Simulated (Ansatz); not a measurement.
## MoS2: do energies and stresses tell the same story?

Method: DFT PBE, scalar-relativistic, plane waves, PAW in Ansatz 0.2.0.

Settings: cutoff 420 eV, Γ-centred mesh 12×12×2 on the computed 6-atom cell, Gaussian smearing of 0.02 eV; no spin polarisation.

Relaxed cell: P6_3/mmc, a = 3.185 Å, b = 3.185 Å, c = 14.739 Å, α = 90.00°, β = 90.00°, γ = 120.00°, 6 atoms in the primitive cell.

Energies at zero smearing and pressures from the stress tensor, at volumes with shape and atoms relaxed:
```json
{"V (Å³/atom)": "20.290", "E − E(first) (meV/atom)": "0.00", "P (GPa)": "0.214"}
{"V (Å³/atom)": "20.938", "E − E(first) (meV/atom)": "-0.56", "P (GPa)": "0.075"}
{"V (Å³/atom)": "21.585", "E − E(first) (meV/atom)": "-0.72", "P (GPa)": "0.011"}
{"V (Å³/atom)": "22.233", "E − E(first) (meV/atom)": "-0.67", "P (GPa)": "0.005"}
{"V (Å³/atom)": "22.881", "E − E(first) (meV/atom)": "-0.51", "P (GPa)": "-0.015"}
```

Question: Check P = −dE/dV between neighbouring volumes, and get the bulk modulus from the pressures alone.

Answer: With 1 eV/Å³ = 160.2 GPa:
```csv
middle V (Å³/atom),−ΔE/ΔV (GPa),mean P (GPa)
20.614,0.139,0.144
21.262,0.040,0.043
21.909,-0.014,0.008
22.557,-0.040,-0.005
```

The two differ by 0.035 GPa at most. The mean of two end pressures misses the average over a step by about ΔV² P″/12, up to 0.006 GPa here; with that taken off 0.040 GPa remains, from the finite cutoff, the mesh or the relaxation's tolerance. Around V = 21.585 Å³/atom, the two neighbours give B = −V ΔP/ΔV = 21.585 × 0.070 / 1.295 = 1.2 GPa, against B0 = 1.7 GPa from the Birch–Murnaghan fit of the energies, which describes these points poorly (B0' = 22.3).

The cell holds layers, and where no dispersion correction was added their binding is poorly described.

A ferromagnetic start lost its moments in a first run, so spin was left out; other magnetic orders weren't tried.

Cost: 6 runs of about 6.6 core-minutes in all, on Intel Xeon Platinum 8259CL (Skylake/Cascade Lake) (shared hosts).

Energies and stresses agree well on the compressed side but part on expansion, where they even disagree in sign for the step centred at 21.909 Å³/atom. The equilibrium volume is therefore poorly fixed, although the energy it costs to miss it is tiny.

The softness probably belongs to the gaps between layers: with the shape free to relax, a volume change can be taken up there, while the covalent Mo–S sheets stay nearly rigid. Compression pushes filled sulfur shells together, and their steeply growing Pauli repulsion explains the rapid rise in pressure. On expansion little restoring force remains, and the pressure falls unevenly, more over the last step than over the one before.

Real MoS2 has a markedly shorter c axis and is far stiffer against compression; the likely cause of both discrepancies is London attraction missing from PBE. Thus 1.2 GPa and 1.7 GPa both describe an almost unbound stack, and their rough agreement supports neither as the bulk modulus of the real crystal. Nor do they measure the stiffness of a single sheet.
